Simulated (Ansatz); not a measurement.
# The atomisation energy (no zero-point term) down a group: F to I

All atoms of one element are swapped for its congeners: SnF4 `[F][Sn]([F])([F])[F]`; SnCl4 (tin tetrachloride) `[Cl][Sn]([Cl])([Cl])[Cl]`; SnBr4 (stannic bromide) `[Br][Sn]([Br])([Br])[Br]`; SnI4 (stannic iodide) `[I][Sn]([I])([I])[I]`. All are singlets with charge 0.

Shapes, held fixed at every level: PBE0-D4/def2-TZVP. Programs: Ansatz 0.2.0. Values in eV.

(1) How should the atomisation energy change along the series?

Answers

(1) At CCSD(T)/def2-TZVPP the atomisation energy falls at every step, from 17.23 to 9.58 eV. Every level shows the same order. For atoms past krypton def2 sets carry core potentials with scalar relativity. Relativity is left out for Br unless named. Correlated rows may include outer-core shells of Br, I, Sn, which these sets cover unevenly. Spin-orbit coupling, which grows down the group, is left out (summed over each molecule's free atoms 0.37, 0.45, 0.92, 1.56 eV).

```
                level   SnF4  SnCl4  SnBr4   SnI4
          HF/def2-SVP  10.49   9.12   7.75   5.86
     SPW92/def2-TZVPP  21.44  16.03  14.26  12.17
  BHLYP-D4/def2-TZVPP  16.10  12.88  11.39   9.60
r2SCAN0-D4/def2-TZVPP  16.79  13.48  11.94   9.91
      CCSD/def2-TZVPP  16.71  12.62  11.10   9.07
   CCSD(T)/def2-TZVPP  17.23  13.07  11.54   9.58
```

The tin-halogen bond weakens steadily from fluoride to iodide, and the largest single drop comes between fluoride and chloride at every level except HF/def2-SVP, where the last step is the largest. Fluorine's compact valence 2p shell and high electronegativity give short, strongly polar bonds with a large electrostatic contribution. Down the group the halogen p orbitals become more diffuse and closer in energy to those of tin, so the bonds grow longer and less polar, and the greater covalent character does not make up for the lost ionic attraction.

The perturbative triples raise the binding by a similar amount in all four molecules, so they hardly shape the trend. SPW92 exaggerates the fluoride's lead, probably because local-density overbinding is greatest for its short, electron-rich bonds. Spin-orbit stabilisation of the free atoms would steepen the decline towards iodide without changing the order. These totals reflect average bond strengths, and do not give the energy needed to remove the first halogen atom.
